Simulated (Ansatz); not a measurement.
Ca3Y: the change of energy above lowest point with volume scale

All results are calculated (Ansatz 0.2.0). Free energy against uniform scaling of the volume at fixed shape and fractions; periodic cell, basis, potentials, k mesh and filling as listed.

The cell before it is scaled or strained (space group I4/mmm, No. 139):
```
CELL_PARAMETERS angstrom
-2.69420 2.69420 5.46200
2.69420 -2.69420 5.46200
2.69420 2.69420 -5.46200
ATOMIC_POSITIONS crystal
Ca 0.75000 0.25000 0.50000
Ca 0.25000 0.75000 0.50000
Ca 0.50000 0.50000 0.00000
Y 0.00000 0.00000 0.00000
```

Settings of every row: functional LDA; dispersion none; potentials PAW; wave cutoff 470 eV; density cutoff 1880 eV; k mesh 6x6x6; k shift 0x0x0; occupations methfessel paxton; smearing width 0.1 eV; spin none.

Limits: coarse k mesh, up to 40 meV an atom off; minimum outside the range; the cell comes from a prototype or a list of computed structures and needn't be the stable phase.

```csv
row,volume scale,V (Å³/atom),energy above lowest point (meV/atom)
1,0.92,36.475,0
2,0.9467,37.534,6.6
3,0.9733,38.589,?
4,1,39.647,30.2
5,1.0267,40.706,46.4
6,1.0533,41.76,65.4
7,1.08,42.819,86.6
```

Question: what energy above lowest point should row 3 give?

Worked fit of energy above lowest point. Take u = (V_r/V)^(2/3) − 1 with V_r = 40.177 Å³ an atom, which is twice the finite (Eulerian) strain; such expansions in the strain, on which the Birch-Murnaghan equation of state is built, carry the rest volume and the bulk modulus. The shown rows have u = 0.06657, 0.04641, 0.00889, -0.00868, -0.02543, -0.04157. Least squares give energy above lowest point = 37.99 − 930 × u + 5628 × u² − 3455 × u³ meV/atom; a parabola predicts inner rows, each left out in turn, worse (root mean square 0.2 against 0.1 meV/atom). The rows lie off it by 0.0, 0.0, 0.0, -0.1, 0.1, 0.0. The withheld row has u = 0.02725, so the fit gives 37.99 − 930 × (0.02725) + 5628 × (0.02725)² − 3455 × (0.02725)³ = 16.8 meV/atom.

The calculation gave 16.8 meV/atom. The fit meets it to the printed digit.
